How much of a bond curve can be read from its bottom?

Notes on seven homonuclear dimers at the PBE0 level. The questions follow O2, Na2 and Be2 most closely.

PySCF 2.14.0, unrestricted PBE0/def2-TZVPP, non-relativistic, for homonuclear dimers of periods 2 and 3, each as one determinant with its occupation held. Spectroscopic constants come from Dunham fits to the bond curves for the main isotopes. D_e is taken to separate high-spin ground-configuration atoms, without counterpoise or spin-orbit correction.

```
molecule  Z of the varied atom  valence electrons  multiplicity    unpaired  r_e (Å)  ω_e (cm⁻¹)  ω_e x_e (cm⁻¹)  B_e (cm⁻¹)  α_e (cm⁻¹)  D_e (eV)  ω_e²/(4 ω_e x_e) (eV)
     Be2                     4                  4             1        none    2.517         295            9.05      0.5905      0.0200      0.28                   0.30
      C2                     6                  8             3  sigma1 pi1    1.301        1711            10.8       1.659      0.0156      6.30                   8.37
      O2                     8                 12             3         pi2    1.193        1714            9.90       1.482      0.0137      5.40                   9.20
     Na2                    11                  2             1        none    3.101         160           0.564      0.1525    0.000717      0.69                   1.41
     Mg2                    12                  4             1        none    3.601          89            1.89      0.1084     0.00247      0.11                   0.13
      P2                    15                 10             1        none    1.882         833            2.31      0.3074     0.00125      4.83                   9.30
     Cl2                    17                 14             1        none    1.982         579            2.14      0.2454     0.00131      2.58                   4.85
```

1. What do the columns measure, and in which state is each molecule?

The vibrational levels of a dimer with bond length r_e lie at ω_e(v + ½) − ω_e x_e(v + ½)², so ω_e is the harmonic wavenumber and ω_e x_e the first anharmonic correction. The rotational constant in level v is B_e − α_e(v + ½), where α_e measures how fast that constant falls as vibration stretches the bond. These constants describe the curve near its minimum. D_e is of another kind: it is the energy of two separately computed atoms less the energy at r_e, without zero-point motion.

The runs put O2 in its ³Σg⁻ state, with two unpaired π electrons, and leave Na2, Be2, Mg2, P2 and Cl2 closed-shell at r_e. C2 has the occupation πu³σg¹, a ³Πu state. The real ground state of C2 is a strongly multiconfigurational singlet slightly below it, so this row describes the triplet only.

2. C2 and O2 vibrate at almost the same wavenumber. Are their bonds equally strong?

They are not, because the wavenumber depends on the reduced mass μ as well as on the force constant k:

k = μ(2πc ω_e)²

The two ω_e differ by a factor of only 1.002, while μ is larger for O2 by 16/12. The force constant of O2 is therefore 1.34 times that of C2, and the equal wavenumbers are a coincidence of a stiffer bond with heavier atoms. Yet D_e of O2 is only 0.86 of that of C2, although electron counting gives both a bond order of two.

Stiffness and depth also part company among the weak bonds. Be2 has k = 0.231 mdyn/Å against 0.173 for Na2, while Na2 is much the deeper well. The reason lies in the definitions: k is a curvature at one point, and D_e compares that point with free atoms far away. Any formula that links the two must assume a shape for the curve in between.

3. Which bond is the most anharmonic?

The raw column misleads, since C2 and O2 have the largest ω_e x_e. That constant scales as 1/μ and grows as the bond shortens, just as B_e = h/(8π²cμr_e²) does. The ratio ω_e x_e/B_e is free of mass and depends only on the shape of the curve in units of r_e. It is 15.3 for Be2 and 17.4 for Mg2, and lies between 3.7 (Na2) and 8.7 (Cl2) for the other five.

The ratio ω_e x_e/ω_e picks the same pair, with Be2 first at 3.07 %. Both dimers fill the σg and σu orbitals of their valence s shells, so the counted bond order is zero. Standard theory ascribes the remaining binding to s–p mixing and electron correlation, which pull against the repulsion of closed shells. A shallow well pressed against a steep wall is strongly lopsided. Na2 is the opposite case, a single σ pair in large, diffuse 3s orbitals, which gives a wide well that changes slowly on the scale of r_e.

4. Can α_e be predicted from the other constants?

Write the curve in ξ = (r − r_e)/r_e, with a0 = ½k r_e², which equals ω_e²/(4B_e) in wavenumbers. Perturbation theory (the Dunham expansion) then links the cubic and quartic coefficients to the table:

V = a0 ξ²(1 + a1 ξ + a2 ξ² + …)
α_e = −6B_e²(1 + a1)/ω_e
ω_e x_e = (3/2)B_e(5a1²/4 − a2)

A Morse curve of depth D and range parameter β fixes all coefficients at once. Expanding D[1 − exp(−β r_e ξ)]² gives a0 = D(β r_e)², a1 = −β r_e and a2 = (7/12)a1². The third equation collapses to ω_e x_e = B_e a1². Putting a1 = −√(ω_e x_e/B_e) into the second yields the Pekeris relation:

α_e = 6[√(ω_e x_e B_e³) − B_e²]/ω_e

No parameter is fitted, so every row is a test. For O2, in 1/cm:

√(9.90 × 1.482³) − 1.482² = 5.68 − 2.20 = 3.48
α_e = 6 × 3.48/1714 = 0.0122

This is 11 % below the tabulated 0.0137. Na2 is the worst row, 12 % above its tabulated value, and the mean absolute error over all seven rows is 6.4 %. The relation tests one thing only, whether a2/a1² is close to the Morse value. The output after these notes lists every row.

The ratio a2/a1² is 0.675 for O2 and 0.507 for Na2, on either side of the Morse value 0.583. In O2 the quartic term is larger than Morse allows, and it cancels more of the softening that the cubic term causes. A given asymmetry then goes with a smaller ω_e x_e, and Pekeris comes out low, as it does for C2, P2 and Cl2. Na2, Be2 and Mg2 deviate the other way.

5. The same curve gives D = ω_e²/(4ω_e x_e). Does it reproduce D_e?

The formula follows from D = a0/a1² with the two results above, and it fills the last column. It exceeds D_e in all seven rows. The ratio of the Morse value to D_e is 1.07 for Be2, 1.70 for O2 and 2.04 for Na2. An assumption that gives α_e to about a tenth thus misses the depth by up to a factor of two.

The two uses of the Morse form ask different things of it. Pekeris relates the third and fourth derivatives at r_e, over the small range that the lowest levels sample. The depth formula supposes that the level spacing keeps falling at its initial rate until it reaches zero, which nothing in those two derivatives guarantees. The numbers show that the local test does not fix the global one: Na2 and P2 have the two largest ratios of the Morse value to D_e, yet their Pekeris errors have opposite signs.

6. Is the overshoot a fault of the Morse form or of the calculation?

Part of it probably comes from the calculation. A determinant that keeps both spins in the same bonding orbital gives equal weight to covalent and ionic arrangements at every distance. Open-shell atoms need the covalent arrangement alone, so theory says that such a curve climbs towards a limit above the atoms unless the spins localise on separate centres. The constants near r_e belong to that climbing curve, whereas D_e is referred to high-spin atoms computed apart. For C, O and Cl, with their open p shells, the atomic determinant breaks spatial symmetry, which adds some uncertainty to D_e of C2, O2 and Cl2. The Na and P atoms are spherical and nearly pure in spin.

The scans show this directly for two rows. At about 1.55 r_e the energy of O2 is already 0.17 eV above its atoms, with ⟨S²⟩ still at 2.02, close to the pure triplet. Cl2 stays a pure singlet and lies 0.55 eV above its atoms there. A lower determinant with localised spins probably exists at such distances, but the scans did not find it. For these molecules the computed curve and D_e refer to different limits, and a curve that is heading too high can be expected to bend over too slowly, which would make ω_e x_e too small.

In Na2 and P2 the spin symmetry does break, and their last scan points lie below the atoms. For Na2 this happens once the bond is stretched by roughly a fifth to a quarter, well outside r_e = 3.101 Å. The fit for P2 shows no sign of its break, so the constants there describe the closed-shell branch. That the same cause inflates the Morse value of these two rows is an inference from theory, since the scans leave that branch.

Be2 and Mg2 serve as controls, because their atoms are closed-shell and one determinant joins the molecule smoothly to them. They have the two smallest ratios, which fits the argument but doesn't prove it, since their bonds also differ in kind from the others. Their gaps of 0.02 eV are given no cause: they are close to the rounding of the table, and basis-set superposition is uncorrected. Agreement of the two columns is also no sign of accuracy, for the measured D_e of Be2 is about 0.1 eV (a rough, recalled size) against 0.28 eV here.

The Morse form is at fault as well. Rough recalled measurements for O2 give a Morse value near 6.5 eV against a depth near 5.2 eV, so real curves overshoot too, though less than the computed 1.70. In real molecules the spacing of the levels usually falls faster at middle v than the first anharmonic term implies. The two effects add, and these data don't suffice to divide the gap between them.

7. Which digits hold, and what would a change of setting alter?

The anharmonic constants are good to two or three figures. For O2, alternative fits of the same curve spread by 0.72 % in ω_e x_e, so the third figure of 9.90 is soft, and the Morse value of 9.20 eV is uncertain by about 0.07 eV. That is negligible beside the gap to D_e. For Mg2 the rounding of the two energy columns alone lets their ratio run widely, and its second decimal means nothing. The Pekeris errors of O2 and Na2 are many times what rounding can produce, whereas the error of Mg2 is not quite twice that size.

A change of mass scales ω_e as μ^(−1/2), ω_e x_e and B_e as 1/μ, and α_e as μ^(−3/2). D_e, the Morse value and the relative Pekeris error would not move. A counterpoise correction would lower D_e, and so would spin-orbit coupling in the O and Cl atoms, which the calculation omits. Spin-orbit coupling in the atoms would leave the Morse value alone and so widen the gap. A counterpoise correction also reshapes the curve near r_e, so its net effect would have to be computed.

As a working rule, a Morse curve served in these rows to estimate α_e to within about an eighth, and it overestimated the depth by about a third or more wherever the atoms are open-shell. C2 leaves the question open. Its triplet also keeps its spin symmetry along the whole scan, yet its ratio is only 1.33 and its last point is still 1.42 eV below the atoms. Whether its determinant is heading for a limit nearer the atoms than that of O2, or the scan simply stops too early to tell, is untested.

The analysis program printed:

```
mol, bond order, mu (u), k (mdyn/A), De per bond (eV), B from re vs table (%)
Be2  0   4.51   0.231     - +0.00
C2   2   6.00  10.349  3.15 +0.06
O2   2   8.00  13.843  2.70 -0.07
Na2  1  11.49   0.173  0.69 +0.00
Mg2  0  11.99   0.056     - +0.00
P2   3  15.49   6.331  1.61 -0.03
Cl2  1  17.48   3.453  2.58 +0.01
mol, wexe/we (%), wexe/Be, zero-point energy (eV), its share of De (%)
Be2   3.07  15.3  0.018   6.4
C2    0.63   6.5  0.106   1.7
O2    0.58   6.7  0.106   2.0
Na2   0.35   3.7  0.010   1.4
Mg2   2.12  17.4  0.005   5.0
P2    0.28   7.5  0.052   1.1
Cl2   0.37   8.7  0.036   1.4
mol, Morse/De (range from rounding), gap (eV); last scan point: r/re, E - E(atoms) (eV), S^2 / pure
Be2  1.07 (1.04-1.11) 0.02; 1.55 -0.05 0.00 / 0
C2   1.33 (1.33-1.33) 2.07; 1.55 -1.42 2.01 / 2
O2   1.70 (1.70-1.71) 3.80; 1.55 +0.17 2.02 / 2
Na2  2.04 (2.02-2.07) 0.72; 1.55 -0.20 0.69 / 0
Mg2  1.18 (1.09-1.29) 0.02; 1.56 -0.01 0.00 / 0
P2   1.93 (1.92-1.93) 4.47; 1.55 -0.97 2.13 / 0
Cl2  1.88 (1.87-1.89) 2.27; 1.55 +0.55 0.00 / 0
mol, Pekeris alpha (1/cm), error (%), rounding (+-%), a1, a2/a1^2 (Morse 0.583)
Be2  0.0207  +3.4 0.5 -3.82 0.550
C2   0.015  -4.0 0.7 -2.62 0.616
O2   0.0122 -11.1 0.4 -2.78 0.675
Na2  0.000805 +12.3 0.6 -1.82 0.507
Mg2  0.00252  +1.8 1.0 -4.12 0.565
P2   0.00119  -5.2 0.6 -2.84 0.627
Cl2  0.00122  -7.0 0.6 -3.10 0.645
Pekeris mean abs error 6.4 %, worst Na2 +12.3 %, O2 -11.1 %
O2/C2: we 1.002, k 1.338, mu 1.333, De 0.86
P2/Cl2: k 1.83, De 1.87; P2/O2: k 0.46, De 0.89
Be2/Mg2: we 3.31, k 4.1, wexe 4.79, 1/mu 2.66, Be 5.45, De 2.5
order of De: C2 > O2 > P2 > Cl2 > Na2 > Be2 > Mg2
order of k: O2 > C2 > P2 > Cl2 > Be2 > Na2 > Mg2
order of Morse/De: Na2 > P2 > Cl2 > O2 > C2 > Mg2 > Be2
spread between fits, wexe and alpha (%): C2 0.26, 0.17; O2 0.72, 0.38; P2 0.35, 0.22
Morse/De, rough recalled measurement vs table: O2 1.25 vs 1.70; P2 1.31 vs 1.93; Cl2 1.44 vs 1.88
```
